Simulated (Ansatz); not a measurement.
Os: pressure against volume per atom

All results are calculated (Ansatz 0.2.0). Periodic Kohn-Sham DFT of a crystal at fixed atoms; pressure and stress are positive in compression; the energy is the free energy less that of spherical unpolarised free atoms; site moments are those in the method's own spheres, positive along +z.

Cell of the first row (space group Fm-3m, No. 225):
```
Os
1.0
      0.0000     1.9053     1.9053
      1.9053     0.0000     1.9053
      1.9053     1.9053     0.0000
Os
1
Direct
  0.00000 0.00000 0.00000
```

Settings of every row: method all-electron PAW; functional PBEsol; relativity scalar; k mesh 14x14x14; filling fermi-dirac; smearing width 0.03 eV; nucleus gaussian.

Atom start moment: 0 on all atoms.

Limits: no spin-orbit coupling on heavy atoms.

Limits of some rows: cell far from its zero-pressure volume (row 8, 9).

```
row  volume per atom (Å³)  pressure (GPa)
  1                13.833           3.679
  2                14.127          -5.168
  3                14.422             -13
  4                14.569          -16.57
  5                14.716               ?
  6                14.863         -23.084
  7                 15.01          -26.05
  8                15.305         -31.451
  9                15.599         -36.209
```

Question: what pressure should row 5 give?

Worked fit of pressure. Take u = (V_r/V)^(2/3) − 1 with V_r = 14.716 Å³ an atom, which is twice the finite (Eulerian) strain; such expansions in the strain, on which the Birch-Murnaghan equation of state is built, carry the rest volume and the bulk modulus. The shown rows have u = 0.04211, 0.02761, 0.01354, 0.00672, -0.0066, -0.0131, -0.02582, -0.0381. Least squares give pressure = −19.9291 + 488.21 × u + 1655.76 × u² + 1477 × u³ GPa; a parabola predicts inner rows, each left out in turn, worse (root mean square 0.026 against 0.013 GPa). The rows lie off it by 0.003, -0.012, 0.012, 0.003, -0.004, -0.006, 0.005, -0.001 (root mean square 0.0069 GPa). The pressure vanishes at u = 0.0362, or V = 13.95 Å³ an atom, and there the bulk modulus at fixed shape and fractions is B = −V dP/dV = (2/3)(1 + u) dP/du = 424 GPa. The withheld row has u = 0, so the fit gives −19.9291 + 488.21 × (0) + 1655.76 × (0)² + 1477 × (0)³ = -19.929 GPa.

The calculation gave -19.928 GPa. The fit lies 0.001 GPa (0.0025 % of the column's range) below it, one unit of the last digit.
